**Core levels of Ge: where eigenvalues, LDA and PBE ΔSCF and Dirac-Fock fail**

The table holds binding energies of the free Ge atom for eleven shells from a radial Dirac solver: Dirac-Fock ΔSCF with Breit and QED terms, LDA and PBE ΔSCF with their eigenvalue gaps, a screened-hole Dirac-Fock value and measured edges, all spherical and without spin polarisation. The program fits nothing; it forms like-for-like differences, shell splittings and residuals against the edges, and makes one parameter-free estimate of the K eigenvalue gap from a frozen hydrogenic 1s orbital with Slater exchange and the Dirac-Fock relaxation. The estimate gives 191 eV against 194.7 eV for LDA, and half-occupied LDA eigenvalues match ΔSCF within 0.3 eV. With the Breit and QED part removed from Dirac-Fock, LDA differs by −1.8 eV at K and −30.0 eV at L1, PBE by +18.8 and −27.9 eV, and the measured L1−L3 splitting sides with Dirac-Fock. The screened hole shifts seven rows by 8.3 to 8.4 eV and leaves residuals from −1.4 to +5.0 eV against the measured edges.

Calculated values. Free Ge atom with a Fermi nucleus, from a radial B-spline solver: Dirac-Fock averaged over the configuration, and spherical, spin-unpolarised Dirac-Kohn-Sham (LDA with VWN correlation, PBE) without Breit or QED terms. ΔSCF energies count from the vacuum level; ε is the neutral atom's eigenvalue. The screened hole has one more valence electron, to model an edge from the Fermi level.

## Script

```python
# Table: binding energies (eV) of the free Ge atom by shell, radial B-spline Dirac solver:
# Dirac-Fock Delta-SCF (with Breit and QED), LDA and PBE Delta-SCF and eigenvalue gaps,
# screened-hole Dirac-Fock, measured edges. Tested: where each level fails, like-for-like
# differences, splittings, and one frozen hydrogenic 1s estimate of the K eigenvalue gap.
T = {
    'shell': ['K', 'L1', 'L2', 'L3', 'M1', 'M2', 'M3', 'M4', 'M5', 'N1', 'N23'],
    'df': [11111.9, 1426.3, 1257.5, 1226.3, 193.4, 136.8, 132.5, 36.7, 36.2, 14.7, 6.9],  # eV
    'bq': [-22.36, -1.87, -1.82, -1.22, -0.22, -0.18, -0.1, 0.01, 0.04, -0.01, 0.0],  # eV
    'd_LDA': [20.6, -28.1, -2.1, -3.7, -15.3, -8.3, -8.4, 2.6, 2.5, 1.7, 0.8],  # eV
    'e_LDA': [194.7, 29.3, 36.5, 35.5, 10.4, 10.2, 10.1, 9.4, 9.4, 4.5, 3.6],  # eV
    'd_PBE': [41.2, -26.0, -1.5, -3.1, -14.6, -8.1, -8.2, 2.4, 2.3, 1.5, 0.6],  # eV
    'e_PBE': [195.3, 29.1, 36.4, 35.4, 10.3, 10.2, 10.1, 9.4, 9.4, 4.4, 3.5],  # eV
    'screened': [11103.5, 1418.0, None, 1218.0, 185.1, None, 124.2, 28.4, 27.9, None, None],  # eV
    'measured': [11103.0, 1414.6, None, 1217.0, 180.1, None, 120.8, 29.8, 29.2, None, None],  # eV
}
import numpy as np
from scipy.constants import physical_constants as pc
Ha = pc['Hartree energy in eV'][0]
S = list(T['shell'])
g = lambda k, s: T[k][S.index(s)]
f = lambda x: '      -' if x is None else '%7.1f' % x
# typed from further outputs of the same runs (eV)
half = dict(zip(S, [0.3, -0.19, -0.23, -0.22, -0.14, -0.14, -0.14, -0.16, -0.16, -0.06, -0.06]))
relax = {'K': -51.50, 'L1': -26.50, 'L2': -28.69, 'L3': -28.30}
koop = {'K': 11185.7, 'L1': 1454.7, 'L2': 1288.1, 'L3': 1255.8}
IE, lda_n23 = 7.90, 7.63
print('Rounding: 0.05 eV per entry, about 0.1 in a difference; measured K and L3 0.5 eV')
print('A. LDA eigenvalue against Delta-SCF (eV)')
print('shell   DeltaSCF     -eps     gap  gap %  PBE-LDA gap  half-occupied less DeltaSCF')
for s in S:
    L = g('df', s) + g('d_LDA', s)
    e = g('e_LDA', s)
    print('%-5s %10.1f %8.1f %7.1f %6.1f %8.1f %12.2f' % (s, L, L - e, e, 100 * e / L, g('e_PBE', s) - e, half[s]))
print('largest |PBE-LDA gap| %.1f eV; largest |half-occupied less DeltaSCF| %.2f eV' % (
    max(abs(g('e_PBE', s) - g('e_LDA', s)) for s in S), max(abs(v) for v in half.values())))
print('Dirac-Fock relaxation (eV): ' + ', '.join('%s %.1f' % (s, relax[s]) for s in relax))
print('Koopmans+relaxation+Breit/QED less Dirac-Fock: ' + ', '.join(
    '%s %.1f' % (s, koop[s] + relax[s] + g('bq', s) - g('df', s)) for s in relax))
Z = 32
J = 5 * Z / 8 * Ha
c = 0.75 * (3 / np.pi) ** (1 / 3) * 27 / 64 * np.pi ** (-1 / 3) * Z * Ha
x = -c * (1 - 2 ** (4 / 3) + 4 / 3 * 2 ** (1 / 3))
est = J / 2 + x + relax['K']
print('Frozen hydrogenic 1s, Z=32: J/2 = %.0f, Slater exchange %.0f, sum %.0f eV' % (J / 2, x, J / 2 + x))
print('with Dirac-Fock K relaxation: %.0f eV; table LDA %.1f, PBE %.1f eV' % (est, g('e_LDA', 'K'), g('e_PBE', 'K')))
print('estimate less LDA gap: %.0f eV (%.0f %%)' % (est - g('e_LDA', 'K'), 100 * (est / g('e_LDA', 'K') - 1)))
print('same orbital, exchange cost of an unpolarised 1s hole: about %.0f eV (order only)' % round(c * (2 ** (1 / 3) - 1), -1))
print('B. functional less Dirac-Fock without Breit/QED; screening shift; against edges (eV)')
print('shell     LDA  LDA %     PBE PBE-LDA DF-scrn DF-meas scrn-meas')
lk = {k: {s: g('d_' + k, s) + g('bq', s) for s in S} for k in ('LDA', 'PBE')}
shift, res = {}, {}
for s in S:
    sc, m, d = g('screened', s), g('measured', s), g('df', s)
    shift[s] = None if sc is None else d - sc
    res[s] = None if sc is None or m is None else sc - m
    print('%-5s %s %6.2f %s %s %s %s %s' % (s, f(lk['LDA'][s]), 100 * lk['LDA'][s] / (d - g('bq', s)),
          f(lk['PBE'][s]), f(lk['PBE'][s] - lk['LDA'][s]), f(shift[s]), f(None if m is None else d - m), f(res[s])))
sh = [v for v in shift.values() if v is not None]
rs = [v for v in res.values() if v is not None]
print('shift %.1f to %.1f eV in %d rows; screened less measured %.1f to %.1f eV' % (min(sh), max(sh), len(sh), min(rs), max(rs)))
print('C. splitting measured; errors of DF, LDA, PBE (functionals given the DF Breit/QED part), eV')
for a, b in [('K', 'L3'), ('L1', 'L3'), ('M1', 'M3'), ('M3', 'M5'), ('M4', 'M5')]:
    m = g('measured', a) - g('measured', b)
    e0 = g('df', a) - g('df', b) - m
    print('%-6s %8.1f %s %s %s' % (a + '-' + b, m, f(e0), f(e0 + lk['LDA'][a] - lk['LDA'][b]),
          f(e0 + lk['PBE'][a] - lk['PBE'][b])))
print('N23 less measured ionisation energy %.2f eV: DF %.1f, LDA %.2f, PBE %.1f, LDA -eps %.1f' % (
    IE, g('df', 'N23') - IE, lda_n23 - IE, g('df', 'N23') + g('d_PBE', 'N23') - IE, lda_n23 - g('e_LDA', 'N23') - IE))
print('LDA M1 from vacuum less measured edge from Fermi level: %.1f eV (different references)' % (
    g('df', 'M1') + g('d_LDA', 'M1') - g('measured', 'M1')))
assert all(g('e_LDA', s) > 0 and g('e_PBE', s) > 0 for s in S)
assert max(S, key=lambda s: abs(lk['LDA'][s])) == 'L1' and abs(lk['LDA']['K']) < 3 < lk['PBE']['K']
assert max(sh) - min(sh) < 0.3
assert min(res[s] for s in ('L1', 'M1', 'M3')) > 0 > max(res['M4'], res['M5'])
```

Running it gives:

```
Rounding: 0.05 eV per entry, about 0.1 in a difference; measured K and L3 0.5 eV
A. LDA eigenvalue against Delta-SCF (eV)
shell   DeltaSCF     -eps     gap  gap %  PBE-LDA gap  half-occupied less DeltaSCF
K        11132.5  10937.8   194.7    1.7      0.6         0.30
L1        1398.2   1368.9    29.3    2.1     -0.2        -0.19
L2        1255.4   1218.9    36.5    2.9     -0.1        -0.23
L3        1222.6   1187.1    35.5    2.9     -0.1        -0.22
M1         178.1    167.7    10.4    5.8     -0.1        -0.14
M2         128.5    118.3    10.2    7.9      0.0        -0.14
M3         124.1    114.0    10.1    8.1      0.0        -0.14
M4          39.3     29.9     9.4   23.9      0.0        -0.16
M5          38.7     29.3     9.4   24.3      0.0        -0.16
N1          16.4     11.9     4.5   27.4     -0.1        -0.06
N23          7.7      4.1     3.6   46.8     -0.1        -0.06
largest |PBE-LDA gap| 0.6 eV; largest |half-occupied less DeltaSCF| 0.30 eV
Dirac-Fock relaxation (eV): K -51.5, L1 -26.5, L2 -28.7, L3 -28.3
Koopmans+relaxation+Breit/QED less Dirac-Fock: K -0.1, L1 0.0, L2 0.1, L3 -0.0
Frozen hydrogenic 1s, Z=32: J/2 = 272, Slater exchange -30, sum 242 eV
with Dirac-Fock K relaxation: 191 eV; table LDA 194.7, PBE 195.3 eV
estimate less LDA gap: -4 eV (-2 %)
same orbital, exchange cost of an unpolarised 1s hole: about 50 eV (order only)
B. functional less Dirac-Fock without Breit/QED; screening shift; against edges (eV)
shell     LDA  LDA %     PBE PBE-LDA DF-scrn DF-meas scrn-meas
K        -1.8  -0.02    18.8    20.6     8.4     8.9     0.5
L1      -30.0  -2.10   -27.9     2.1     8.3    11.7     3.4
L2       -3.9  -0.31    -3.3     0.6       -       -       -
L3       -4.9  -0.40    -4.3     0.6     8.3     9.3     1.0
M1      -15.5  -8.02   -14.8     0.7     8.3    13.3     5.0
M2       -8.5  -6.19    -8.3     0.2       -       -       -
M3       -8.5  -6.41    -8.3     0.2     8.3    11.7     3.4
M4        2.6   7.11     2.4    -0.2     8.3     6.9    -1.4
M5        2.5   7.02     2.3    -0.2     8.3     7.0    -1.3
N1        1.7  11.49     1.5    -0.2       -       -       -
N23       0.8  11.59     0.6    -0.2       -       -       -
shift 8.3 to 8.4 eV in 7 rows; screened less measured -1.4 to 5.0 eV
C. splitting measured; errors of DF, LDA, PBE (functionals given the DF Breit/QED part), eV
K-L3     9886.0    -0.4     2.8    22.8
L1-L3     197.6     2.4   -22.6   -21.1
M1-M3      59.3     1.6    -5.4    -4.9
M3-M5      91.6     4.7    -6.3    -5.9
M4-M5       0.6    -0.1    -0.0    -0.0
N23 less measured ionisation energy 7.90 eV: DF -1.0, LDA -0.27, PBE -0.4, LDA -eps -3.9
LDA M1 from vacuum less measured edge from Fermi level: -2.0 eV (different references)
```
